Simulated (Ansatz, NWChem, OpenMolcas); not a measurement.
**A small benchmark: dipole moment**

8 molecules holding an element from Na to Cl; the dipole moment in D, computed less measured. Shapes, held fixed at every level: PBE0-D4/def2-TZVP. No vibrational averaging. Dipoles are compared by magnitude; molecules under 1 D, whose direction can flip, are left out. Programs: Ansatz 0.2.0, NWChem 7.3.0, OpenMolcas 26.06. A level may come from different programs for different species; with the same settings they agree closely. Measured values: NIST CCCBDB.

Levels: A = PBE-D4/def2-TZVPP; B = B3LYP/6-31G* (Cartesian functions); C = wB97M-V/def2-TZVPP.

| molecule | measured | A | B | C |
| --- | --- | --- | --- | --- |
| HCl (SMILES Cl) | 1.08 | +0.09 | +0.38 | +0.11 |
| NS (Mononitrogen monosulfide) | 1.81 | +0.02 | -0.08 | +0.11 |
| SO2 (sulfur dioxide) | 1.63 | -0.09 | +0.08 | +0.17 |
| CH2Cl2 (SMILES ClCCl) | 1.60 | -0.04 | +0.21 | +0.03 |
| CH2ClF (chlorofluoromethane) | 1.82 | -0.14 | +0.03 | -0.04 |
| SiH3Cl (chlorosilane) | 1.31 | -0.15 | +0.37 | -0.07 |
| C2H3Cl (SMILES C=CCl) | 1.45 | -0.19 | +0.06 | -0.07 |
| CH4S (methanethiol) | 1.52 | +0.01 | +0.21 | -0.01 |

(1) Which level does best on this set, which worst, and which err to one side?

Answers

(1) 
```
                             level                    kind  mean error  mean absolute error  worst case
                 PBE-D4/def2-TZVPP                     GGA      -0.061                0.091      C2H3Cl
B3LYP/6-31G* (Cartesian functions)           global hybrid      +0.158                0.177         HCl
                wB97M-V/def2-TZVPP  range-separated hybrid      +0.029                0.076         SO2
```

On this set wB97M-V/def2-TZVPP has the smallest mean absolute error and B3LYP/6-31G* (Cartesian functions) the largest. B3LYP/6-31G* (Cartesian functions) is too high in 7 of 8. The levels differ in basis as well as in method. The tabulated value of HCl is in doubt (older tables, estimates, or at odds with other calculations) and kept here. Over the 7 molecules whose values aren't doubted the mean absolute errors are A 0.091; B 0.149; C 0.071. The smallest two are near a tie. Open shells run unrestricted. The set is small.

B3LYP/6-31G* overshoots most clearly in chlorosilane, by +0.37 D, and by +0.21 D in both dichloromethane and methanethiol; NS alone falls below experiment. A dipole moment weights the outer regions of the density, where the soft lone pairs of chlorine and sulfur respond to the polarity of their bonds. The small basis, with no diffuse functions and no polarisation functions on hydrogen, probably describes that response too stiffly and leaves too much net charge separation. The excess is therefore poor evidence against the B3LYP functional itself.

The other two levels share a basis, and there PBE gives the smaller dipole in every molecule except methanethiol. The gap is widest for SO2, with its strongly polar bonds, where the two levels err in opposite directions. The small mean error of wB97M-V also owes something to cancellation between positive and negative deviations. Good total dipoles don't establish that the individual bond polarities are right, since bond and lone-pair contributions can offset each other.
